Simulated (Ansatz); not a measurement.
# CaB2: the change of energy above given cell and pressure with volume ratio

Results calculated with Ansatz 0.2.0, not measured. Plane-wave density functional theory, PAW datasets, Gaussian smearing 0.05 eV: equation of state, the given cell scaled in volume with shape and atoms relaxed at each volume.

The cell before it is scaled or strained (space group P6/mmm, No. 191):
```
CaB2
1.0
      3.1996     0.0000     0.0000
     -1.5998     2.7709     0.0000
      0.0000     0.0000     4.0244
Ca B
1 2
Direct
  0.00000 0.00000 0.00000
  0.33330 0.66670 0.50000
  0.66670 0.33330 0.50000
```

Settings of every row: paw set soft_2; functional PBEsol; spin treatment none; moment partition spheres; spin axis none; wave cutoff 420 eV; k mesh 12x12x8; symmetry use detected.

Atom hubbard u: 0 on all atoms.

Limits: the cell comes from a prototype or a list of computed structures and needn't be the stable phase.

| row | volume ratio | V (Å³/atom) | energy above given cell (meV per atom) | pressure (GPa) |
| --- | --- | --- | --- | --- |
| 1 | 0.96 | 11.417 | 8.1 | 5.613 |
| 2 | 0.98 | 11.655 | ? | ? |
| 3 | 1 | 11.893 | 0 | 0.012 |
| 4 | 1.02 | 12.131 | 1.8 | -2.414 |
| 5 | 1.04 | 12.369 | 7.04 | -4.622 |

Question: what energy above given cell and pressure should row 2 give?

Worked fit of energy above given cell. Take u = (V_r/V)^(2/3) − 1 with V_r = 12.012 Å³ an atom, which is twice the finite (Eulerian) strain; such expansions in the strain, on which the Birch-Murnaghan equation of state is built, carry the rest volume and the bulk modulus. The shown rows have u = 0.03445, 0.00666, -0.00655, -0.01934. Least squares give energy above given cell = 0.452 − 138.25 × u + 10457.7 × u² meV per atom; a straight line predicts inner rows, each left out in turn, worse (root mean square 4.6 against 0.013 meV per atom). The rows lie off it by 0.00, 0.00, -0.01, 0.00. Its lowest point lies at u = 0.0066, or V = 11.89 Å³ an atom, and the curvature there gives the bulk modulus with shape and atoms relaxed, B = (4/9)(1 + u)² E″(u)/V = 127 GPa. The withheld row has u = 0.02032, so the fit gives 0.452 − 138.25 × (0.02032) + 10457.7 × (0.02032)² = 1.96 meV per atom.

The calculation gave 1.97 meV per atom. The fit lies 0.01 meV per atom (0.12 % of the column's range) below it, one unit of the last digit.

Worked fit of pressure. Take u = (V_r/V)^(2/3) − 1 with V_r = 12.012 Å³ an atom, which is twice the finite (Eulerian) strain; such expansions in the strain, on which the Birch-Murnaghan equation of state is built, carry the rest volume and the bulk modulus. The shown rows have u = 0.03445, 0.00666, -0.00655, -0.01934. Least squares give pressure = −1.2301 + 183.73 × u + 432.68 × u² GPa; a straight line predicts inner rows, each left out in turn, worse (root mean square 0.19 against 0.002 GPa). The rows lie off it by 0.000, -0.001, 0.001, 0.000. The pressure vanishes at u = 0.0066, or V = 11.89 Å³ an atom, and there the bulk modulus with shape and atoms relaxed is B = −V dP/dV = (2/3)(1 + u) dP/du = 127 GPa. The withheld row has u = 0.02032, so the fit gives −1.2301 + 183.73 × (0.02032) + 432.68 × (0.02032)² = 2.682 GPa.

The calculation gave 2.678 GPa. The fit lies 0.004 GPa (0.039 % of the column's range) above it; its largest miss of a shown row is 0.001 GPa.
